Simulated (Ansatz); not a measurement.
# Ti: pressure against volume scale

Periodic Kohn-Sham DFT of a crystal at fixed atoms, scaled to volume_scale times the given cell; pressure positive in compression, energy less spherical unpolarised free atoms, largest_vzz the field gradient of largest size among the nuclei. The results are calculated, by Ansatz 0.2.0.

The cell before it is scaled or strained (space group Fm-3m, No. 225):
```
CELL_PARAMETERS angstrom
0.00000 2.03000 2.03000
2.03000 0.00000 2.03000
2.03000 2.03000 0.00000
ATOMIC_POSITIONS crystal
Ti 0.00000 0.00000 0.00000
```

Settings of every row: method all-electron PAW; functional LDA; relativity scalar; k mesh 15x15x15; filling fermi-dirac; smearing width 0.05 eV; nucleus gaussian.

Atom start moment: 0 on all atoms.

```csv
row,volume scale,V (Å³/atom),pressure (GPa)
1,0.94,15.727,2.428
2,0.9405,15.735,2.359
3,0.96,16.062,-0.207
4,0.98,16.396,?
5,0.99,16.564,-3.743
6,1,16.731,-4.82
7,1.01,16.898,-5.85
8,1.02,17.065,-6.834
9,1.04,17.4,-8.675
10,1.06,17.735,-10.353
```

Question: what pressure should row 4 give?

Worked fit of pressure. Take u = (V_r/V)^(2/3) − 1 with V_r = 16.731 Å³ an atom, which is twice the finite (Eulerian) strain; such expansions in the strain, on which the Birch-Murnaghan equation of state is built, carry the rest volume and the bulk modulus. The shown rows have u = 0.04212, 0.04177, 0.02758, 0.00671, 0, -0.0066, -0.01309, -0.0258, -0.03811. Least squares give pressure = −4.8204 + 158.164 × u + 335.42 × u² − 143 × u³ GPa; a parabola predicts inner rows, each left out in turn, worse (root mean square 0.003 against 0.0018 GPa). The rows lie off it by 0.002, -0.002, -0.001, 0.001, 0.000, 0.000, -0.001, 0.000, 0.000. The pressure vanishes at u = 0.0287, or V = 16.03 Å³ an atom, and there the bulk modulus at fixed shape and fractions is B = −V dP/dV = (2/3)(1 + u) dP/du = 121 GPa. The withheld row has u = 0.01358, so the fit gives −4.8204 + 158.164 × (0.01358) + 335.42 × (0.01358)² − 143 × (0.01358)³ = -2.611 GPa.

The calculation gave -2.617 GPa. The fit lies 0.006 GPa (0.047 % of the column's range) above it; its largest miss of a shown row is 0.002 GPa.
